4d orbital energies and mean radii of ions with 51 electrons, from B-spline radial code 1 at the basis-set limit: non-relativistic Hartree-Fock with a point nucleus beside Dirac-Coulomb Hartree-Fock with a Fermi nucleus. Both average over the nl configuration; Dirac values are means over 4d3/2 and 4d5/2 with weights 2j+1.

| species | Z | charge (e) | configuration | ε(4d), non-rel. (eV) | ε(4d), Dirac, (2j+1) mean (eV) | ε(Dirac)/ε(non-rel.) − 1 (%) | <r>(4d), non-rel. (bohr) | <r>(4d), Dirac, (2j+1) mean (bohr) | <r>(Dirac)/<r>(non-rel.) − 1 (%) |
| --- | --- | --- | --- | --- | --- | --- | --- | --- | --- |
| Te+ | 52 | 1 | [Kr] 4d10 5s2 5p3 | -64.5022 | -62.2412 | -3.51 | 0.95976 | 0.96687 | 0.741 |
| I2+ | 53 | 2 | [Kr] 4d10 5s2 5p3 | -85.4371 | -82.9311 | -2.93 | 0.91010 | 0.91621 | 0.671 |
| Xe3+ | 54 | 3 | [Kr] 4d10 5s2 5p3 | -108.722 | -105.971 | -2.53 | 0.86599 | 0.87125 | 0.608 |
| Cs4+ | 55 | 4 | [Kr] 4d10 5s2 5p3 | -134.186 | -131.188 | -2.23 | 0.82649 | 0.83104 | 0.551 |
| Ba5+ | 56 | 5 | [Kr] 4d10 5s2 5p3 | -161.723 | -158.476 | -2.01 | 0.79087 | 0.79481 | 0.498 |
| La6+ | 57 | 6 | [Kr] 4d10 5s2 5p3 | -191.261 | -187.764 | -1.83 | 0.75854 | 0.76194 | 0.449 |
| Ce7+ | 58 | 7 | [Kr] 4d10 5s2 5p3 | -222.749 | -219.003 | -1.68 | 0.72902 | 0.73195 | 0.403 |
| Pr8+ | 59 | 8 | [Kr] 4d10 4f1 5s2 5p2 | -248.366 | -244.864 | -1.41 | 0.70835 | 0.71061 | 0.319 |
| Nd9+ | 60 | 9 | [Kr] 4d10 4f2 5s2 5p1 | -274.993 | -271.754 | -1.18 | 0.68908 | 0.69074 | 0.241 |
| Pm10+ | 61 | 10 | [Kr] 4d10 4f3 5s2 | -302.647 | -299.699 | -0.974 | 0.67102 | 0.67216 | 0.169 |
| Sm11+ | 62 | 11 | [Kr] 4d10 4f3 5s2 | -339.880 | -336.719 | -0.930 | 0.64881 | 0.64970 | 0.136 |
| Eu12+ | 63 | 12 | [Kr] 4d10 4f3 5s2 | -379.024 | -375.665 | -0.886 | 0.62806 | 0.62871 | 0.103 |
| Gd13+ | 64 | 13 | [Kr] 4d10 4f5 | -402.437 | -400.868 | -0.390 | 0.61784 | 0.61754 | -0.0495 |
| Tb14+ | 65 | 14 | [Kr] 4d10 4f5 | -444.148 | -442.493 | -0.373 | 0.59927 | 0.59880 | -0.0800 |
| Dy15+ | 66 | 15 | [Kr] 4d10 4f5 | -487.732 | -486.010 | -0.353 | 0.58180 | 0.58115 | -0.112 |

**Sizes to remember**

Here $\varepsilon(4d)$ is the Hartree-Fock orbital energy of the full 4d shell and $\langle r\rangle$ its mean radius. The Dirac values are means over $4d_{3/2}$ and $4d_{5/2}$ with weights $2j+1$, that is 0.4 and 0.6. The shift is $\Delta\varepsilon=\varepsilon(\text{Dirac})-\varepsilon(\text{non-rel.})$, positive when relativity weakens the binding.

Relativity raises the mean 4d level in all fifteen ions, by 1.6 to 3.7 eV, on a level that deepens from 65 to 488 eV. It changes the mean radius by less than 1 % in every row, outward up to Eu12+ and inward from Gd13+. Replacing a 5p electron by a 4f electron takes about 0.5 eV off the shift, and replacing a 5s electron about 1 eV. In Cs4+ the two $j$ levels lie 2.4 eV apart, nearly as much as the mean shift of 3.0 eV.

**The percentage and its denominator**

The energy percentage shrinks in magnitude at every step, from $-3.51$ to $-0.353$, almost exactly tenfold. Most of that factor is the denominator. The non-relativistic binding grows 7.56 times from Te+ to Dy15+, while the shift only goes from 2.26 to 1.72 eV. The electron number is fixed, so each added proton is unscreened, and a level that starts as the small remainder of a large attraction and a large repulsion deepens very fast.

The rows are also not one state. The five outer electrons are $5s^25p^3$ from Te+ to Ce7+, three of them move from 5p to 4f between Ce7+ and Pm10+, $4f^35s^2$ holds up to Eu12+, and $4f^5$ holds from Gd13+. At every step with unchanged configuration the shift in eV rises. In the first block the rise is close to linear, 0.245 to 0.250 eV per unit of $Z$, with 0.002 eV of uncertainty from the printed digits. In $4f^35s^2$ the steps are about 0.2 eV, in $4f^5$ below 0.1 eV. The shift falls at the four steps where the configuration changes and nowhere else.

**Direct effect: one estimate**

An electron moving in a given potential is bound more strongly and drawn inward by relativity. For one electron and a point charge $Z_\text{eff}$, the Dirac energy to first order in $x=(Z_\text{eff}\alpha)^2$, with $\alpha$ the fine-structure constant, is

$$\frac{\Delta E}{E}=\frac{x}{n^2}\left[\frac{n}{j+\tfrac12}-\frac34\right],\qquad E=-\frac{Z_\text{eff}^2}{2n^2}\ \text{hartree}.$$

For 4d the weighted mean of $n/(j+\tfrac12)$ is $0.4\cdot 2+0.6\cdot\tfrac43=1.6$, so $\Delta E/E=0.85\,x/16$. The Dirac radius is $\langle r\rangle=[(3N^2-\kappa^2)\,\epsilon-\kappa]/2Z_\text{eff}$. Here $\kappa$ is $2$ for $d_{3/2}$ and $-3$ for $d_{5/2}$, $\epsilon\approx1-x/32$ is the energy in units of $mc^2$, and $N^2\approx16-(4-|\kappa|)\,x/|\kappa|$. The bracket becomes $42-4.38x$ and $42-2.22x$, with mean $42-3.08x$, a relative change of $-0.073x$. At $x=0$ the radius is $21/Z_\text{eff}$, which fixes the charge of each row from its own non-relativistic radius. Nothing is fitted to the relativistic columns.

For Cs4+, $Z_\text{eff}=21/0.82649=25.4$ and $x=(25.4/137.04)^2=0.0344$. The hydrogenic energy is $25.4^2/32=20.2$ hartree, about 550 eV, and the relative shift is $0.85\times0.0344/16=0.0018$, which gives $-1.0$ eV. The radius changes by $-0.073\times0.0344=-0.25$ %. The table has $+3.00$ eV and $+0.551$ %.

The direct effect thus has the wrong sign for the energy in every row and the wrong sign for the radius up to Eu12+. The estimate grows along the series, from $-0.6$ eV and $-0.19$ % in Te+ to $-4.1$ eV and $-0.51$ % in Dy15+. These are orders of magnitude at best, as the same Cs4+ calculation shows. The model splits the two $j$ levels by 0.79 eV where the calculation has 2.42 eV, and it separates their radii by 0.18 % of the non-relativistic radius where the calculation has 1.22 %, short by factors of about 3 and 7. The reason for the energy error is standard: a charge taken from the mean radius describes the outer lobe, whereas relativistic terms weight small $r$, where the electron sees much more of the nucleus. The true direct effect is therefore likely larger than the estimate, and the opposing effect larger again. Subtracting the estimate from the table would not measure either.

**Indirect effect: a charged shell that shrinks**

The opposing effect is the well-known indirect one. Relativity contracts $s$ and $p_{1/2}$ orbitals strongly, because they reach the nucleus, and the self-consistent field passes this on to $d$ and $f$ electrons. A classical thin spherical shell of unit charge and radius $R$ shows how. Its potential is $1/R$ inside and $1/r$ outside. When the shell shrinks by $\delta$, the potential inside rises by $\delta/R^2$, the potential beyond the old radius does not change, and between the two there is a step down.

Three cases follow for a 4d electron. A shell far inside, such as 1s, can shrink with almost no effect, since the 4d electron is outside it before and after. A shell that overlaps 4d, such as 4s and 4p (0.69 to 0.75 bohr in Dirac Cs4+, against 0.83 for 4d), puts the step in the middle of the 4d density, so the level rises and the electron is pushed outward. A shell outside raises the whole 4d region by a nearly flat amount, so the level rises with little force on the shape. This is the position of 5s and 5p, which in non-relativistic Pr8+ lie at 2.00 and 2.13 times the 4d radius. A shell that expands does the reverse in each case.

The picture gives signs and ranks the shells only roughly. The 4d orbital has an inner lobe in the region of the $n=3$ shell, so the contracting 3s and 3p (0.29 to 0.30 bohr in Dirac Cs4+) also count as overlapping, and 2s and 2p are not wholly out of reach. It has no exchange, it ignores the inner lobes through which 5s and 5p penetrate the 4d region, and it treats a broad orbital as one radius, so it cannot supply sizes.

**Fixed configuration**

The shift does not follow $(Z\alpha)^2$. From Te+ to Ce7+ that factor grows by $(58/52)^2=1.24$ and the shift by 1.66. The shell picture says why a steeper rise is natural: the relative contraction $\delta/R$ of the inner shells goes roughly as $(Z\alpha)^2$ (for 5s and 5p, whose screening changes quickly along the series, this is not assured), but the energy it produces carries a further $1/R$, and all shells shrink as the charge rises. With the 4d radius as the measure, $0.95976/0.72902=1.32$, and $1.24\times1.32=1.64$. The closeness to 1.66 is a coincidence. The shift is this term minus a direct term that grows faster, so the indirect term itself must grow by more than 1.66, about 1.9 even with the hydrogenic estimate of the direct part. The scaling gives the direction and falls short in size. The local power of $Z$ between the end rows of each block drops from 4.6 to 4.0 to 3.0, so no single exponent describes the series.

The radius behaves differently. Its percentage falls at every step, by 0.070 at the start, by 0.046 at La6+ to Ce7+, and by about 0.03 in both later blocks. The percentage is a small difference between a direct contraction and an indirect expansion, and it falls if the first grows or the second shrinks. At very high charge screening is a small correction and contraction must win, but the table holds only the sum. The hydrogenic estimate moves by $-0.13$ points from Te+ to Ce7+ and the table by $-0.34$, and scaling the estimate up is the wrong repair: a contraction going as $Z_\text{eff}^2$ gives steps that hold or grow, whereas the steps of the first block shrink. That points to a fading expansion. The weakly bound 4d shell of the low ions yields easily to extra repulsion and stiffens as its level deepens. In the later blocks, where the step has settled near 0.03, a growing direct contraction can carry most of the fall.

**The irregular rows**

At a swap the nuclear charge rises and an electron changes shell, and the two effects add. To isolate the second, the ordinary step at fixed configuration, taken from just before or just after, is subtracted. From Eu12+ to Gd13+ the shift changes by $1.569-3.359=-1.790$ eV. The ordinary step is $+0.198$ before and $+0.086$ after, so two electrons account for $-1.99$ or $-1.88$ eV, that is $-0.99$ or $-0.94$ eV each. The three 5p swaps from Ce7+ to Pm10+, treated the same way, give $-0.52$ or $-0.48$ eV each. For the radius the excess per electron is $-0.06$ points for 5s and $-0.03$ to $-0.045$ for 5p, the latter depending visibly on the baseline.

Two causes point the same way. The departing electron was a contracting outer shell, and its plateau of extra repulsion leaves with it. The arriving 4f electron shares the 4d region: its non-relativistic radius is 1.08 times that of 4d in Eu12+ and 1.17 times in Pr8+. The non-relativistic column registers this overlap on its own, since the binding gains only 23.4 eV from Eu12+ to Gd13+ between steps of 39.1 and 41.7 eV. An $f$ electron is expected to expand under the indirect effect even more than a $d$ electron, and an overlapping shell that expands lowers the 4d level and lets it contract. The same calculations show that 4f does expand. The Coulomb integral $F^0(4f,4f)$, which falls as the shell spreads out, drops from 1.264 to about 1.24 hartree in Sm11+, and it falls in Gd13+ too. Relativity also loosens the shell: the 4f ionisation energy of Eu12+ drops from 233.9 to 228.6 eV. The division of the excess between the two causes is untested here.

The numbers do constrain the first cause. Both kinds of swap add a 4f electron at similar $Z$, yet the energy excess for 5s is 1.9 times that for 5p, so the identity of the departing electron very probably matters. The order is the expected one, since $s$ contracts most and the averaged 5p shell is only one third $p_{1/2}$. The same calculations give $\sum\langle r^2\rangle$ over all electrons, and its Dirac minus non-relativistic difference is negative in every row. It stays near $-0.44$ bohr² through Sm11+ and Eu12+ and drops to $-0.16$ at Gd13+, so about two thirds of the net contraction of the cloud disappears with the swap. This fits a strongly contracted 5s pair, although expanding 4f electrons would move the sum in the same direction. The size is also modest on the scale of the repulsions involved. The direct Coulomb integral between 5s and 4f in Eu12+, a stand-in for 5s and 4d, is 23.7 eV, and the excess per electron is 4 % of it.

The radius needs a qualification. A purely outer shell exerts no force inside, so the extra drop in the radius percentage at swaps must come from charge that overlaps 4d, either the inner lobes of 5s and 5p or the 4f shell.

**Raised but contracted**

In the three $4f^5$ ions the level is raised by 1.6 to 1.7 eV while the mean radius is smaller than without relativity, by 0.00030 bohr in Gd13+, thirty times the last printed digit. No 5s or 5p electron is left, and the 4f electrons, whose Coulomb integral shows that they expand, would lower the level. The remaining rise then has to come from the contracted inner shells, so outer contraction is not the whole indirect effect. Energy and radius are separate balances. The energy responds to the height of the extra repulsion averaged over the orbital, the radius only to its slope, and the two need not cross zero together. The radius changes sign at Gd13+ because the 5s swap adds a drop of about 0.12 points to a value that had already come down to 0.103 %. The ordinary step of 0.033 would not have reached zero there.

The mean also hides the $j$ structure. In Cs4+ the $4d_{3/2}$ level rises by 1.55 eV and contracts by 0.18 %, while $4d_{5/2}$ rises by 3.97 eV and expands by 1.04 %. Spin-orbit coupling adds to the direct binding for $j=3/2$ and opposes it for $j=5/2$. This is one ion, but it shows that a mean near zero can be a cancellation between two components that each move more.

**What the steps depend on**

The configurations were prescribed, from the ground configurations listed by NIST or, beyond its tables, from the isoelectronic series, so the calculations do not test where the swaps fall. The sharp steps belong to a single-configuration calculation without correlation. Where 4f, 5p and 5s are about to change order the configurations lie close, real states can mix them, and the open shells here are averages over a configuration and describe no particular level. The orbital energies are frozen-orbital quantities without relaxation. The Breit interaction is not in them; in Cs4+ it would shift the two 4d levels by 0.28 and 0.21 eV, in the mean about 8 % of the size of $\Delta\varepsilon$. The finite nucleus of the Dirac side hardly touches a $d$ electron directly, and its indirect part through the $s$ shells is untested, but the nuclear radii used change little at the swaps. The freedom to rotate 4d with 3d affects single-orbital values by convention, yet both shells are closed in all rows, so no change of convention is expected along the series. The 4d values of Pr8+ come from converged calculations. The warning that two configurations differ by more than the removed electron belongs to its ionisation energy, which is not used here.

For a neighbouring ion the configuration is the first thing to look up. If it is unchanged, one more proton should raise the shift in eV a little, shrink the energy percentage and move the radius further toward contraction. If an outer $s$ or $p$ electron drops into an $f$ shell that overlaps the $d$ shell, the shift should fall, more for $s$ than for $p$, and the radius should take an extra step inward.
